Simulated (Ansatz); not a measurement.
# NbRu: energy above lowest point against volume scale

All results are calculated (Ansatz 0.2.0). Free energy against uniform scaling of the volume at fixed shape and fractions; periodic cell, basis, potentials, k mesh and filling as listed.

The cell before it is scaled or strained (space group Pm-3m, No. 221):
```
CELL_PARAMETERS angstrom
3.19460 0.00000 0.00000
0.00000 3.19460 0.00000
0.00000 0.00000 3.19460
ATOMIC_POSITIONS crystal
Nb 0.00000 0.00000 0.00000
Ru 0.50000 0.50000 0.50000
```

Settings of every row: functional r2SCAN; dispersion none; potentials PAW; wave cutoff 600 eV; density cutoff 2400 eV; k mesh 7x7x7; k shift 0x0x0; occupations fermi dirac; smearing width 0.1 eV; spin none; SCF threshold exponent -7.

Limits: coarse k mesh, up to 40 meV an atom off.

| row | volume scale | V (Å³/atom) | energy above lowest point (meV/atom) |
| --- | --- | --- | --- |
| 1 | 0.9406 | 15.333 | 9.2 |
| 2 | 0.9703 | 15.817 | 0 |
| 3 | 1 | 16.301 | 13.4 |
| 4 | 1.0297 | 16.785 | ? |
| 5 | 1.0594 | 17.269 | 94.9 |

Question: what energy above lowest point should row 4 give?

Worked fit of energy above lowest point. Take u = (V_r/V)^(2/3) − 1 with V_r = 16.059 Å³ an atom, which is twice the finite (Eulerian) strain; such expansions in the strain, on which the Birch-Murnaghan equation of state is built, carry the rest volume and the bulk modulus. The shown rows have u = 0.03132, 0.01017, -0.00992, -0.04728. Least squares give energy above lowest point = 4.12 − 668 × u + 26487 × u² meV/atom; a straight line predicts inner rows, each left out in turn, worse (root mean square 26 against 0.13 meV/atom). The rows lie off it by 0.0, -0.1, 0.0, 0.0. Its lowest point lies at u = 0.0126, or V = 15.76 Å³ an atom, and the curvature there gives the bulk modulus at fixed shape and fractions, B = (4/9)(1 + u)² E″(u)/V = 245 GPa. The withheld row has u = -0.02905, so the fit gives 4.12 − 668 × (-0.02905) + 26487 × (-0.02905)² = 45.9 meV/atom.

The calculation gave 46 meV/atom. The fit lies 0.1 meV/atom (0.11 % of the column's range) below it, one unit of the last digit.
